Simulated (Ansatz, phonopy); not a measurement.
# Highest zone-centre mode of CsCl-type ZnCu against volume, PBEsol linear response

Zinc and copper are neighbours in the periodic table with nearly equal masses. In CsCl-type ZnCu, the ordered form of β-brass, each atom has eight neighbours of the other element, and copper brings one s electron and zinc two to a common metallic band. The highest zone-centre mode moves the zinc sublattice against the copper sublattice, so it probes the stiffness between unlike atoms. We follow its harmonic frequency in PBEsol as the cell is compressed or stretched about its static volume V0. The volume dependence gives the mode's pressure shift and the sign of its contribution to thermal expansion, both of use for an alloy that is heated or loaded in service.

## Calculations

One crystal, ZnCu (CsCl-type), taken from a measured cell of the Crystallography Open Database (entry of the Crystallography Open Database), directly or through a relaxation at another level, and relaxed at each level to its static volume V0; then scaled volumes, with shape and atoms relaxed at fixed volume where symmetry leaves them free. Level: PBEsol, PAW. Ansatz 0.2.0 rows: plane waves, scalar-relativistic, no spin-orbit coupling, no spin, the program's default PAW potentials at 420 eV, k meshes with a least product of divisions and cell-vector length from 46 to 48 Å, phonons by linear response on a 4×4×4 q mesh. The tabled runs alone: cutoff 420 eV, k length 46 to 47 Å, k mesh 16×16×16. Warnings of the programs on runs behind the rows: vibrations at or below zero (V/V0 = 1.015, V/V0 = 1.03, V/V0 = 1.05).

Notes on method and selection:

- Minus the slope of ln ω against ln V is the mode Grüneisen parameter.
- Harmonic values at the static lattice; measured values carry thermal expansion and anharmonic shifts at their temperature.
- In cells without a Kohn-Sham gap the frequencies depend on k mesh and smearing; the size of that error was not measured for these rows.
- Runs that did not converge, have known faults or may not be shown are not listed, and runs on Ansatz's PAW sets soft_1 and soft_2 are kept to separate tables.

Columns:

- volume (Å³): volume per atom.
- pressure (GPa): static pressure at that volume, compression positive.
- lowest on path (cm⁻¹): lowest frequency along the high-symmetry path, interpolated; zero means stable, negative imaginary.
- highest Γ mode (cm⁻¹): highest optical mode at the zone centre, without the macroscopic field (no LO-TO term).

Input lines of one member:

```
kpoints:
  mp_grid: { grid: [16, 16, 16] }
hamiltonian:
  xc: pbesol
scf:
  occupations: { method: methfessel_paxton, width: 0.2 }
output:
  eigenvalues: true
phonons:
  method: dfpt
  qmesh: [4, 4, 4]
  temperatures: { t_max: 1000, t_step: 50 }
  qpath:
    path:
      - [[0.0, 0.0, 0.0], [0.0, 0.5, 0.0], [0.5, 0.5, 0.0], [0.0, 0.0, 0.0], [0.5, 0.5, 0.5], [0.0, 0.5, 0.0]]
```

Command (options for logging and memory left out): `ansatz run input.yaml --threads 4 --backend cpu`

## Computed values

| member | volume (Å³) | pressure (GPa) | lowest on path (cm⁻¹) | highest Γ mode (cm⁻¹) |
| --- | --- | --- | --- | --- |
| V/V0 = 0.97 | 11.929 | 4.51 | 0.0 | 224.4 |
| V/V0 = 0.985 | 12.114 | 2.15 | 0.0 | 217.3 |
| V/V0 = 1 | 12.298 | 0.00 | 0.0 | 210.3 |
| V/V0 = 1.015 | 12.482 | −1.97 | −3.6 | 203.5 |
| V/V0 = 1.03 | 12.667 | ? | −9.0 | ? |
| V/V0 = 1.05 | 12.913 | −5.93 | −12.9 | 188.3 |

Cells marked ? are withheld until the estimate has been made.

Least-squares fits to the members shown, with x = volume (Å³); R² and errors in the fitted variable (y, or ln y where the fit is in ln y):

| y | members | fit | R² | rms residual | leave-one-out rms | the same for the mean of the others |
| --- | --- | --- | --- | --- | --- | --- |
| highest Γ mode (cm⁻¹) | 5 | ln y = 10.9116 − 2.21730 ln x | 1.00 | 0.0011 | 0.0027 | 0.075 |

## The trend and its physics

The mode softens at every step of expansion, from 224.4 cm⁻¹ at V/V0 = 0.97 to 188.3 cm⁻¹ at 1.05. Near V0 the compression side gives (217.3 − 210.3) / 2.15 = 3.3 cm⁻¹ per GPa.

At fixed masses the force constant goes as the square of the frequency. Between the two end rows it falls by a factor (224.4 / 188.3)² = 1.42, while the Zn–Cu distance grows by only (12.913 / 11.929)^(1/3) = 1.027. Such a steep loss is expected where the restoring force comes largely from short-range repulsion between neighbouring ions, with their filled d shells, since this repulsion decays rapidly with distance. The conduction electrons screen the long-range field of the displaced sublattices, so a metal has no LO-TO splitting and the mode stays threefold degenerate.

The fitted power law has a mode Grüneisen parameter of 2.22, but the parameter is not constant. Taken between successive rows, as −Δln ω / Δln V, it rises at every step, from about 2.1 between the two smallest volumes to about 2.3 between the two largest. For a repulsion that decays exponentially, the parameter grows roughly in proportion to the Zn–Cu distance. That gives a rise of this sign, but only of about 2 % between the middles of the first and last intervals, against the 9 % found. A possible further cause is the attractive part of the bonding: it subtracts from the stiffness, and the remainder then falls faster in relative terms as the repulsion fades.

The imaginary frequencies on the path at V/V0 = 1.015 and above belong to other vibrations. They reach only −12.9 cm⁻¹, while the optical mode remains stiff. For these stretched cells the tabled frequency describes the cubic structure held in place by symmetry, whether or not that structure is stable.

## Blind estimate

Plain estimates from the members shown:

- V/V0 = 1.03, fit at x = 12.667: 196.7 cm⁻¹
- V/V0 = 1.03, geometric interpolation between V/V0 = 1.015 and V/V0 = 1.05: w = (12.667 − 12.482) / (12.913 − 12.482) = 0.429, so 203.5 × (188.3 / 203.5)^0.429 = 196.8 cm⁻¹

The member at V/V0 = 1.03 lies between two calculated rows, and symmetry fixes its atoms, so a smooth interpolation should serve. The power-law fit is the less suitable plain estimate because it holds the Grüneisen parameter constant. Geometric interpolation, with ln ω linear in volume, lets the parameter grow in proportion to volume, but that growth is assumed and not taken from the rows. We therefore put a parabola in volume through the rows at 1, 1.015 and 1.05, so that a third row sets the curvature.

The slopes are (203.5 − 210.3) / 0.184 = −36.96 and (188.3 − 203.5) / 0.431 = −35.27 cm⁻¹ per Å³. The curvature coefficient is (36.96 − 35.27) / 0.615 = 2.75 cm⁻¹ per Å⁶. At 12.667 Å³ this gives

203.5 − 35.27 × 0.185 − 2.75 × 0.185 × 0.246 = 196.85 cm⁻¹.

The last term, the shift from a straight line, is only −0.13 cm⁻¹.

The same route can be tried on V/V0 = 1.015, using the rows at 0.985, 1 and 1.05. The slopes are (210.3 − 217.3) / 0.184 = −38.04 and (188.3 − 210.3) / 0.615 = −35.77 cm⁻¹ per Å³, and the curvature coefficient is (38.04 − 35.77) / 0.799 = 2.84 cm⁻¹ per Å⁶. This gives

210.3 − 35.77 × 0.184 − 2.84 × 0.184 × 0.431 = 203.49 cm⁻¹,

against 203.5 in the table. This miss is smaller than the printed step of the frequencies, so we take that step, 0.1 cm⁻¹, as the standard deviation. The imaginary mode at V/V0 = 1.03 calls for no correction, since the neighbouring rows at 1.015 and 1.05 have one too and the optical frequency runs smoothly through them.

**Committed estimate, V/V0 = 1.03: highest Γ mode = 196.9 ± 0.1 cm⁻¹.**

## Outcome

| member | volume (Å³) | pressure (GPa) | lowest on path (cm⁻¹) | highest Γ mode (cm⁻¹) |
| --- | --- | --- | --- | --- |
| V/V0 = 1.03 | 12.667 | −3.77 | −9.0 | 196.9 |

| member | estimate | highest Γ mode (cm⁻¹) | computed | estimate − computed | miss in error bars |
| --- | --- | --- | --- | --- | --- |
| V/V0 = 1.03 | committed | 196.9 | 196.9 | 0.0 | 0.0 |
| V/V0 = 1.03 | fit | 196.7 | 196.9 | −0.2 |  |
| V/V0 = 1.03 | interpolation | 196.8 | 196.9 | −0.1 |  |

The estimate of 196.9 ± 0.1 cm⁻¹ agrees with the computed 196.9 cm⁻¹ to the printed digit. The power-law fit was 0.2 cm⁻¹ too low and the geometric interpolation 0.1 cm⁻¹ too low.

The assumption that the optical mode runs smoothly through the stretched cells held, although the path has imaginary frequencies there. Our case for the parabola over geometric interpolation was not put to a real test. Before rounding the two differed by only about 0.02 cm⁻¹, well below the printed step.

The new row splits the last interval, and the mode Grüneisen parameter is about 2.2 from V/V0 = 1.015 to 1.03 and about 2.3 from 1.03 to 1.05. It therefore keeps rising with volume, as a short-range repulsion would have it. That the rise is steeper than a simple exponential repulsion gives is still unexplained; the weakening by attractive bonding remains a conjecture.

## Departures from the trend

Least-squares fits to the whole series, with x = volume (Å³); R² and errors in the fitted variable (y, or ln y where the fit is in ln y):

| y | members | fit | R² | rms residual | leave-one-out rms | the same for the mean of the others |
| --- | --- | --- | --- | --- | --- | --- |
| highest Γ mode (cm⁻¹) | 6 | ln y = 10.9012 − 2.21310 ln x | 1.00 | 0.0011 | 0.0020 | 0.071 |

Largest departures from the fit to the whole series:

| member | highest Γ mode (cm⁻¹) | fit | computed − fit | computed / fit | in rms residuals (of ln y) |
| --- | --- | --- | --- | --- | --- |
| V/V0 = 0.97 | 224.4 | 224.7 | −0.3 | 1.00 | 1.4 |
| V/V0 = 1.05 | 188.3 | 188.6 | −0.3 | 1.00 | 1.4 |
| V/V0 = 1 | 210.3 | 210.1 | +0.2 | 1.00 | 0.9 |
| V/V0 = 1.015 | 203.5 | 203.3 | +0.2 | 1.00 | 0.9 |

No row stands out: the largest departures from the power law are −0.3 cm⁻¹, at V/V0 = 0.97 and 1.05, while the rows at 1 and 1.015 lie 0.2 cm⁻¹ above it. This pattern, low at both ends and high in the middle, is what a constant exponent leaves behind when the true Grüneisen parameter grows with volume.

## Summary

From V/V0 = 0.97 to 1.05 the highest zone-centre mode falls smoothly, with a mean Grüneisen parameter of 2.21. Leaving out one row at a time, the power law misses by 0.0020 in ln ω, or about 0.4 cm⁻¹, against 0.071 for the mean of the others. Between closely spaced rows, interpolation does better still.

Around V0 the slope is (203.5 − 217.3) / (12.482 − 12.114) = −37.5 cm⁻¹ per Å³. One per cent of expansion, 0.01 × 12.298 = 0.123 Å³ per atom, thus lowers the mode by 37.5 × 0.123 = 4.6 cm⁻¹.

The positive Grüneisen parameter means that this mode, once thermally excited, favours expansion of the crystal. Expansion in turn lowers its frequency, so a comparison with experiment needs the value at the measured volume. Anharmonic shifts and the error from k mesh and smearing come on top and are not sized here.

[Logs are printed without paths, hosts, clocks, repeated set-up lines and the standing remarks that a program may print on its own settings, such as how far it seeks lower states.]
